# OH steady state, HOx partition and chain length in sunlit CO air

The hydroxyl radical OH starts the oxidation of most gases released to the lower atmosphere, including solvent vapours vented from a fab. A gas with rate coefficient $k$ has the chemical lifetime $1/(k[\mathrm{OH}])$. OH lives about a second, so local production and loss fix its concentration. The problem is built like carrier statistics under illumination: a generation rate, a fast exchange between two states, and competing linear and quadratic recombination.

**Conventions.** Concentrations are in molecule cm⁻³, bimolecular coefficients in cm³ molecule⁻¹ s⁻¹, photolysis frequencies in s⁻¹, and ppb is a mole fraction of $10^{-9}$. Pressure-dependent reactions get effective bimolecular coefficients at the ambient number density $M$. Each $k$ counts reaction events, so a self-reaction with event rate $k[\mathrm A]^2$ removes A at $2k[\mathrm A]^2$. We write $x=[\mathrm{OH}]$, $y=[\mathrm{HO_2}]$, HOx = OH + HO₂ and NOx = NO + NO₂.

## Premises

| Role | Reaction | Coefficient |
|---|---|---|
| Initiation | O₃ + hν → O(¹D) + O₂ | $J_1$ |
| | O(¹D) + H₂O → 2 OH | $k_w$ |
| | O(¹D) + N₂ or O₂ → O(³P) + N₂ or O₂ | $k_N$, $k_O$ |
| Propagation | OH + CO (+ O₂) → HO₂ + CO₂ | $k_{CO}$ |
| | OH + O₃ → HO₂ + O₂ | $k_5$ |
| | HO₂ + NO → OH + NO₂ | $k_{NO}$ |
| | HO₂ + O₃ → OH + 2 O₂ | $k_7$ |
| Termination | HO₂ + HO₂ → H₂O₂ + O₂ | $k_{HH}$ |
| | OH + HO₂ → H₂O + O₂ | $k_X$ |
| | OH + NO₂ (+ M) → HNO₃ | $k_{N2}$ |
| NOx cycle | NO₂ + hν → NO + O(³P) | $J_2$ |
| | NO + O₃ → NO₂ + O₂ | $k_{11}$ |

1. This mechanism is complete: CO is the only fuel and ozone photolysis the only primary radical source.
2. The H atom from OH + CO and the O(³P) atom add to O₂ in typically tens of microseconds or less. OH + CO therefore yields HO₂ directly, and O(³P) returns to ozone without making HOx.
3. O₃, CO, H₂O, total NOx and the photolysis frequencies are constant over the radical relaxation time.
4. H₂O₂ and HNO₃ do not return radicals.
5. The air is well mixed, and the radicals are neither transported nor lost on surfaces.

## Step 1: the primary source

O(¹D) is made at the rate $J_1[\mathrm{O_3}]$ and removed with the first-order frequency $L=k_w[\mathrm{H_2O}]+k_N[\mathrm{N_2}]+k_O[\mathrm{O_2}]$. Since $1/L$ is of order a nanosecond, $[\mathrm{O(^1D)}]=J_1[\mathrm{O_3}]/L$. An atom survives to time $t$ with probability $e^{-Lt}$, so the probability that it ends by reacting with water is

$$f=\int_0^\infty k_w[\mathrm{H_2O}]\,e^{-Lt}\,dt=\frac{k_w[\mathrm{H_2O}]}{k_w[\mathrm{H_2O}]+k_N[\mathrm{N_2}]+k_O[\mathrm{O_2}]}.\tag{1}$$

Each such event gives two OH, hence

$$P=2k_w[\mathrm{H_2O}][\mathrm{O(^1D)}]=2fJ_1[\mathrm{O_3}].\tag{2}$$

For $f\ll1$ the source is nearly proportional to absolute humidity. Equation (1) also gives the branching of O(¹D) in a UV-ozone cleaning chamber fed with humid air.

## Step 2: the radical balances

Collect the first-order frequencies

$$a=k_{CO}[\mathrm{CO}]+k_5[\mathrm{O_3}],\qquad b=k_{NO}[\mathrm{NO}]+k_7[\mathrm{O_3}],\qquad c=k_{N2}[\mathrm{NO_2}].$$

Here $a$ converts OH to HO₂, $b$ converts HO₂ to OH, and $c$ removes OH as nitric acid. Mass action gives

$$\frac{dx}{dt}=P+by-ax-cx-k_Xxy,\tag{3}$$

$$\frac{dy}{dt}=ax-by-2k_{HH}y^2-k_Xxy.\tag{4}$$

In the sum the propagation terms cancel, because they only relabel a radical:

$$\frac{d(x+y)}{dt}=P-2k_{HH}y^2-2k_Xxy-cx.\tag{5}$$

Steady state must be justified for the slowest mode, the family total. In the case with self-reaction as the only sink and $y\gg x$, equation (5) becomes $dy/dt=P-2k_{HH}y^2$. From $y(0)=0$ its solution is $y=y_0\tanh(\sqrt{2k_{HH}P}\,t)$ with $y_0=\sqrt{P/2k_{HH}}$, as differentiation confirms. Linearising about $y_0$ gives the relaxation time $\tau=1/(4k_{HH}y_0)$, about a minute for the inputs below, while sunlight near noon changes over an hour or more. All time derivatives are therefore set to zero.

The same holds for NO, whose balance $J_2[\mathrm{NO_2}]=(k_{11}[\mathrm{O_3}]+k_{NO}y)[\mathrm{NO}]$ fixes

$$r\equiv\frac{[\mathrm{NO_2}]}{[\mathrm{NO}]}=\frac{k_{11}[\mathrm{O_3}]+k_{NO}\,y}{J_2}.\tag{6}$$

Without the HO₂ term this is the Leighton relation. With $N=[\mathrm{NO}]$ as the independent variable, $b=k_{NO}N+b_0$ with $b_0=k_7[\mathrm{O_3}]$, and $c=k_{N2}rN$.

The steady state reduces to one equation. Solving (4) for $x$ and inserting it in (5) gives

$$x(y)=\frac{by+2k_{HH}y^2}{a-k_Xy},\qquad 2k_{HH}y^2+2k_Xy\,x(y)+k_{N2}\,r(y)\,N\,x(y)=P.\tag{7}$$

On $0<y<a/k_X$ both $x(y)$ and $r(y)$ increase, so the left side rises monotonically from zero to infinity. For each $N$ there is exactly one physical root.

## Step 3: chain length

Define the chain length as the number of completed cycles OH → HO₂ → OH per primary radical,

$$\nu=\frac{by}{P}.\tag{8}$$

An OH radical propagates with probability $p_1=a/(a+c+k_Xy)$ and an HO₂ radical with $p_2=b/(b+2k_{HH}y+k_Xx)$, where $2k_{HH}y$ is the loss frequency per HO₂. Steady state of (3) reads $x(a+c+k_Xy)=P+by$, so $ax=p_1(P+by)$. Steady state of (4) reads $y(b+2k_{HH}y+k_Xx)=ax$, so $by=p_2\,ax$. With $p=p_1p_2$ these combine to $by=p(P+by)$, or

$$\nu=\frac{p}{1-p}=\sum_{n=1}^\infty p^n,\qquad x=\frac{P\,(1+\nu)}{a+c+k_Xy}.\tag{9}$$

The series is the expected number of cycles, since a radical completes at least $n$ of them with probability $p^n$. The second form is the OH steady state: primary source times the amplification $1+\nu$ times the OH lifetime. Since $\nu=[(x+y)/P]\,/\,[(x+y)/by]$, it is also the family lifetime over the cycle time, much as photoconductive gain is carrier lifetime over transit time.

## Step 4: the HOx partition

Let $s=(2k_{HH}y^2+k_Xxy)/P$ be the fraction of radicals that terminate as HO₂; by (5), $0\le s\le1$. Equation (4) then says $ax=by+sP=by\,(1+s/\nu)$, which is the exact partition

$$\frac{y}{x}=\frac{a}{b}\,\frac{\nu}{\nu+s}.\tag{10}$$

For long chains, $\nu\gg1$, the last factor tends to one:

$$\frac{[\mathrm{HO_2}]}{[\mathrm{OH}]}\simeq\frac{k_{CO}[\mathrm{CO}]+k_5[\mathrm{O_3}]}{k_{NO}[\mathrm{NO}]+k_7[\mathrm{O_3}]}.\tag{11}$$

Equation (11) overestimates the ratio by the fraction $s/\nu$. A long chain is sufficient but not necessary: the condition is $s\ll\nu$, which also holds at high NOx, where the chain is short but almost nothing terminates as HO₂. It fails at low NOx when $\nu\lesssim1$, because $s$ is then near one.

## Step 5: the two limits

**Low NOx.** If self-reaction dominates (5),

$$y=y_0=\sqrt{\frac{P}{2k_{HH}}},\qquad \nu=\frac{b}{\sqrt{2k_{HH}P}},\qquad x=\frac{P}{a}+\frac{b}{a}\sqrt{\frac{P}{2k_{HH}}}.\tag{12}$$

The first follows from (5) alone, the second from (8), the third from (3) with $c$ and $k_Xy$ dropped against $a$. HO₂ goes as $\sqrt P$, like the carrier density under band-to-band recombination at high injection, and does not depend on NO. OH rises linearly with NO through $b$. The term $P/a$ is the primary OH before any recycling; (11) omits it, and it is $1/\nu$ times the recycling term. The cross reaction stands to the self-reaction in the ratio $2k_Xxy/2k_{HH}y^2=(k_X/k_{HH})(x/y)$, so (12) needs $y/x\gg k_X/k_{HH}$ besides $cx\ll P$.

**High NOx.** If nitric acid formation dominates (5),

$$x=\frac{P}{k_{N2}[\mathrm{NO_2}]},\qquad y=\frac{a}{b}\,x,\qquad \nu=\frac{a}{c}.\tag{13}$$

The second follows from (10) with $s\to0$, the third from $\nu=by/P=ax/P$. OH is linear in $P$, like carriers lost to a fixed density of traps, falls as $1/[\mathrm{NO_2}]$, and is independent of CO because every HO₂ returns as OH. HO₂ falls as the inverse square of NOx.

## Step 6: the maximum of OH

**Existence.** From (5) and (6), $x\le P/c\le PJ_2/(k_{N2}k_{11}[\mathrm{O_3}]N)$, so OH vanishes as $N\to\infty$. A maximum at finite $N$ follows if OH first rises. Set $k_X=0$, so that (4) and (5) read $ax=by+2k_{HH}y^2$ and $P=2k_{HH}y^2+k_{N2}rNx$. Their differentials at $N=0$, where $d(rNx)=rx\,dN$, are

$$a\,dx=k_{NO}y_0\,dN+(b_0+4k_{HH}y_0)\,dy,\qquad 0=4k_{HH}y_0\,dy+k_{N2}r\,x_0\,dN,$$

with $x_0=(P+b_0y_0)/a$. Eliminating $dy$,

$$a\left.\frac{dx}{dN}\right|_0=k_{NO}y_0-k_{N2}r\,x_0\left(1+\frac{b_0}{4k_{HH}y_0}\right).\tag{14}$$

OH rises when the first NOx added recycles HO₂ faster than it captures OH. Since $k_{NO}$ and $k_{N2}$ are similar and $y_0\gg x_0$, this is normally met by a wide margin.

**Position.** Take $k_X=0$, the partition (11), $b\simeq k_{NO}N$ and constant $r$. With $y=ax/b$, equation (5) is the quadratic $2k_{HH}(a/b)^2x^2+cx=P$, whose positive root is

$$x=\frac{2P}{c+\sqrt{c^2+8k_{HH}(a/b)^2P}}.\tag{15}$$

It tends to $(b/a)y_0$ for $c\to0$ and to $P/c$ for large $c$. Call the two sinks $T_H=2k_{HH}a^2x^2/(k_{NO}N)^2$ and $T_N=k_{N2}rNx$. At fixed $x$, $T_H\propto N^{-2}$ and $T_N\propto N$. Differentiating $T_H+T_N=P$ with $dx/dN=0$ gives $-2T_H/N+T_N/N=0$, so

$$T_N=\tfrac23P,\qquad T_H=\tfrac13P.$$

Then $2k_{HH}y_*^2=P/3$, $k_{N2}rN_*x_*=2P/3$ and $x_*=k_{NO}N_*y_*/a$. Inserting the third in the second,

$$y_*=\sqrt{\frac{P}{6k_{HH}}},\qquad N_*=\sqrt{\frac{2Pa}{3\,r\,k_{N2}k_{NO}\,y_*}},\qquad x_*=\frac{2P}{3\,r\,k_{N2}N_*}.\tag{16}$$

This is the only stationary point, and (15) vanishes at both ends when $b\propto N$, so it is the maximum. It scales as $N_*\propto P^{1/4}a^{1/2}$ and $x_*\propto P^{3/4}a^{-1/2}$: more fuel lowers the peak and moves it to higher NOx.

## Range of validity

- Equations (1) to (10) hold under the premises: in daylight, over times long against $\tau$ and short against the drift of $J_1$, $J_2$, NOx and ozone. They fail near sunrise and sunset, under broken cloud and in fresh plumes, where NO also titrates the ozone held fixed here.
- Equation (11) needs $s\ll\nu$. By (12) and (13) chains are longer than one cycle only between $b\approx\sqrt{2k_{HH}P}$ and $c\approx a$.
- Equation (12) needs $cx\ll P$ and $y/x\gg k_X/k_{HH}$; (13) needs $cx\gg2k_{HH}y^2+2k_Xxy$; (15) and (16) need (11), a weak cross reaction and, for (16), $k_{NO}N\gg b_0$.
- HONO and HO₂NO₂, formed from OH + NO and HO₂ + NO₂, drop out once each is in steady state between its formation and its return to the same radicals by photolysis or thermal decay. That suits warm noon air, and fails in the cold or where HONO has surface sources.
- Hydrocarbons add organic peroxy radicals with their own sinks, and formaldehyde adds a source that enters (4) and (5) as HO₂. Their sizes are given below.

## Illustration: rural continental summer noon

At 298 K and 1 atm, $M=p/k_BT=2.46\times10^{19}$ cm⁻³, used at this rounding, so 1 ppb is $2.46\times10^{10}$ cm⁻³. Later intermediates are carried unrounded. All inputs are typical or approximate values: O₃ 50 ppb, CO 150 ppb, mole fractions 0.015 H₂O, 0.77 N₂, 0.21 O₂, $J_1=3.0\times10^{-5}$ s⁻¹, $J_2=8.0\times10^{-3}$ s⁻¹, and

| $k_w$ | $k_N$ | $k_O$ | $k_{CO}$ | $k_5$ | $k_{NO}$ |
|---|---|---|---|---|---|
| $2.0\times10^{-10}$ | $3.1\times10^{-11}$ | $4.0\times10^{-11}$ | $2.3\times10^{-13}$ | $7.3\times10^{-14}$ | $8.2\times10^{-12}$ |

| $k_7$ | $k_{HH}$ | $k_X$ | $k_{N2}$ | $k_{11}$ |
|---|---|---|---|---|
| $1.9\times10^{-15}$ | $5.0\times10^{-12}$ | $1.1\times10^{-10}$ | $1.0\times10^{-11}$ | $1.9\times10^{-14}$ |

The value of $k_{HH}$ includes its increase with pressure and water vapour. Three figures are printed so that the arithmetic can be followed; the inputs support two at best.

**Source and frequencies.** $[\mathrm{O_3}]=1.23\times10^{12}$ and $[\mathrm{CO}]=3.69\times10^{12}$ cm⁻³. $L=8.68\times10^8$ s⁻¹, a lifetime of 1.15 ns, $f=0.0851$, and $P=6.28\times10^6$ cm⁻³ s⁻¹, or 0.92 ppb h⁻¹. Further, $a=0.849+0.090=0.938$ s⁻¹ (the parts are rounded), $b=0.202$ s⁻¹ per ppb NO plus $b_0=2.34\times10^{-3}$ s⁻¹, $c=0.246$ s⁻¹ per ppb NO₂, and the Leighton part of $r$ is 2.92.

**Time scales.** $1/a=1.07$ s, $1/(J_2+k_{11}[\mathrm{O_3}])=32$ s for the NOx split, and $\tau=63$ s.

**Limits.** $y_0=7.92\times10^8$ cm⁻³ (32 ppt) and $x_0=8.66\times10^6$ cm⁻³, of which recycling supplies only $1.97\times10^6$. At $y_0$ the HO₂ term raises $r$ by 28 %, to 3.73, so it is kept. The two terms of (14) are $6.5\times10^{-3}$ and $3.7\times10^{-4}$ s⁻¹: OH rises at first. The window with $\nu>1$ runs from about 0.028 ppb NO to 3.8 ppb NO₂. Equation (16) with $y_*=4.57\times10^8$ cm⁻³ and $r(y_*)=3.39$ puts the peak at 0.23 ppb NO with $x_*=2.2\times10^7$ cm⁻³.

**Full solution.** The roots of (7), with the shares of $P$ removed by OH + HO₂ and by OH + NO₂, are:

| NO (ppb) | NO₂ (ppb) | OH ($10^6$ cm⁻³) | HO₂ ($10^8$ cm⁻³) | $y/x$ | $a/b$ | $\nu$ | $2k_Xxy/P$ | $cx/P$ |
|---|---|---|---|---|---|---|---|---|
| 0 | 0 | 7.81 | 7.11 | 91.1 | 402 | 0.26 | 0.19 | 0 |
| 0.03 | 0.108 | 11.4 | 6.58 | 57.9 | 112 | 0.88 | 0.26 | 0.048 |
| 0.10 | 0.347 | 16.9 | 5.34 | 31.6 | 41.7 | 1.91 | 0.32 | 0.23 |
| 0.22 | 0.722 | 19.7 | 3.53 | 17.9 | 20.1 | 2.63 | 0.24 | 0.56 |
| 1.0 | 2.96 | 8.50 | 0.388 | 4.57 | 4.60 | 1.26 | 0.012 | 0.99 |
| 3.0 | 8.78 | 2.91 | 0.0449 | 1.54 | 1.54 | 0.43 | 0.0005 | 1.00 |

The model's OH peaks at 0.22 ppb NO with $2.0\times10^7$ cm⁻³. Equation (16) lies 13 % above this height; its good position owes something to cancellation among the dropped terms, as the chain is only 2.6 cycles long. With $k_X/k_{HH}=22$ the cross reaction rivals the self-reaction and takes up to about a third of the termination. Without NOx, $y_0$ is 11 % above the full HO₂, while the long-chain OH is too low by a factor of 4.0. At 1 ppb NO the limit (13) gives $8.62\times10^6$ cm⁻³ against $8.50\times10^6$, and (11) holds closely although the chain is short. At the peak, nitric acid formation would consume the NOx in 1.8 h, long against $\tau$ as premise 3 requires.

**Omitted terms.** Methane at a typical 1.9 ppm with $k\approx6.3\times10^{-15}$ adds 0.29 s⁻¹ to the OH loss frequency, 31 % of $a$. Isoprene at 1 ppb with $k\approx1.0\times10^{-10}$ adds 2.5 s⁻¹ and exceeds CO. Formaldehyde at 2 ppb, photolysed to two HO₂ at about $3\times10^{-5}$ s⁻¹, supplies $3.0\times10^6$ cm⁻³ s⁻¹, 47 % of $P$. Photolysis of 1 ppb H₂O₂ at about $7\times10^{-6}$ s⁻¹ returns 5 % of $P$.

These terms set how the model misses real air. Noon OH at rural continental sites in summer is typically about $(3\text{ to }8)\times10^6$ cm⁻³, so the model's $1.7\times10^7$ cm⁻³ at 0.1 ppb NO is too high by roughly a factor of two to six, mainly because CO and ozone carry only a small part of the OH reactivity. A crude repair sets $a=5$ s⁻¹, chosen to represent a typical rural reactivity, and treats all fuel as if it gave HO₂ at once. Equation (7) at 0.1 ppb NO then gives the model values $x=4.4\times10^6$ and $y=7.2\times10^8$ cm⁻³ with $\nu=2.6$, where $y$ stands for HO₂ and organic peroxy radicals together. By (16) the peak moves to 0.52 ppb NO and drops to $9.6\times10^6$ cm⁻³, so in this model air with 0.1 ppb NO lies on the rising, NOx-limited branch.